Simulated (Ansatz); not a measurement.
# Strength of the O–C bond: C3H5F3O → C2H5O + CF3

Species: C3H5F3O `CCOC(F)(F)F`, singlet; C2H5O (ethoxy radical) `CC[O]`, doublet; CF3 (trifluoromethyl radical) `F[C](F)F`, doublet. 

Shapes, held fixed at every level: PBE0-D4/def2-TZVP. Flexible molecules stand in one conformer, not always the lowest. Programs: Ansatz 0.2.0. The zero-point and thermal change to 298 K, harmonic and unscaled (PBE0-D4/def2-TZVP), is -19.7 kJ/mol.

| level | kind | ΔH(298 K) (kJ/mol) | less CCSD(T)/CBS estimate |
| --- | --- | --- | --- |
| HF/def2-SVP | Hartree–Fock | +315.4 | -131.6 |
| BHLYP-D4/def2-TZVPP | global hybrid | +401.2 | -45.8 |
| PBE0-D4/def2-TZVPP | global hybrid | +414.0 | -33.0 |
| wB97M-V/def2-TZVPP | range-separated hybrid | +439.3 | -7.7 |
| CCSD(T)/def2-SVP | coupled cluster or CI | +440.1 | -6.9 |
| CCSD(T)/def2-TZVPP | coupled cluster or CI | +435.7 | -11.3 |
| CCSD(T)/CBS estimate | coupled cluster or CI | +447.0 | 0.0 |

The highest level, CCSD(T)/CBS estimate, gives ΔH(298 K) = +447.0 kJ/mol; the levels span +315.4 to +447.0. The column of differences is taken from that level and isn't an error. Hartree–Fock misses the correlation of the pair that is broken and comes out low. No measured value is set beside it here. Open shells run unrestricted unless RO is named. The CBS estimate extrapolates MP2 from def2-TZVPP and def2-QZVPP and adds CCSD(T) − MP2 in the triple-zeta set, cores frozen.

Breaking the bond between oxygen and the trifluoromethyl carbon costs +447.0 kJ/mol at the highest level, clearly more than is usual for the C–O bond of a simple dialkyl ether. The likely reason is the fluorinated carbon: its strong positive charge attracts the oxygen, and the oxygen lone pairs donate into the C–F antibonding orbitals. Both effects are lost on cleavage, and the trifluoromethyl radical, pyramidal and without effective delocalisation, recovers little of that energy.

Coupled cluster doesn't approach its limit smoothly: the value falls from double to triple zeta, then rises on extrapolation. The closeness of the double-zeta result to the limit therefore probably reflects cancelling basis-set errors. Among the density functionals, wB97M-V lies closest to the reference, while BHLYP falls below PBE0, perhaps because its larger share of exact exchange leaves less of the bond's correlation described. Since only this bond was broken, the results don't show whether the ether would cleave here first or at the ethyl–oxygen bond.
